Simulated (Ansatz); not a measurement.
TiPd: pressure against volume per atom

Results calculated with Ansatz 0.2.0, not measured. Periodic Kohn-Sham DFT of a crystal at fixed atoms; pressure and stress are positive in compression; the energy is the free energy less that of spherical unpolarised free atoms; site moments are those in the method's own spheres, positive along +z.

Cell of the first row (space group Pm-3m, No. 221):
```
CELL_PARAMETERS angstrom
3.11510 0.00000 0.00000
0.00000 3.11510 0.00000
0.00000 0.00000 3.11510
ATOMIC_POSITIONS crystal
Ti 0.50000 0.50000 0.50000
Pd 0.00000 0.00000 0.00000
```

Settings of every row: method frozen-core PAW; functional PBEsol; relativity scalar; k mesh 13x13x13; filling fermi-dirac; smearing width 0.08 eV; wave cutoff 420 eV; paw set soft_2.

Atom start moment: 0 on all atoms.

Limits: PAW files made with PBE.

```csv
row,volume per atom (Å³),pressure (GPa)
1,15.114,3.085
2,15.436,-0.604
3,15.757,-3.893
4,15.918,?
5,16.079,-6.823
6,16.24,-8.165
7,16.4,-9.431
8,16.722,-11.749
9,17.043,-13.807
```

Question: what pressure should row 4 give?

Worked fit of pressure. Take u = (V_r/V)^(2/3) − 1 with V_r = 16.16 Å³ an atom, which is twice the finite (Eulerian) strain; such expansions in the strain, on which the Birch-Murnaghan equation of state is built, carry the rest volume and the bulk modulus. The shown rows have u = 0.04562, 0.03103, 0.01698, 0.00336, -0.00329, -0.00978, -0.02253, -0.03485. Least squares give pressure = −7.51 + 202.29 × u + 636.07 × u² + 458 × u³ GPa; a parabola predicts inner rows, each left out in turn, worse (root mean square 0.0084 against 0.0044 GPa). The rows lie off it by -0.001, 0.003, -0.004, 0.000, 0.004, -0.003, 0.001, 0.000. The pressure vanishes at u = 0.0335, or V = 15.38 Å³ an atom, and there the bulk modulus at fixed shape and fractions is B = −V dP/dV = (2/3)(1 + u) dP/du = 170 GPa. The withheld row has u = 0.01011, so the fit gives −7.51 + 202.29 × (0.01011) + 636.07 × (0.01011)² + 458 × (0.01011)³ = -5.399 GPa.

The calculation gave -5.4 GPa. The fit lies 0.001 GPa (0.0059 % of the column's range) above it, one unit of the last digit.
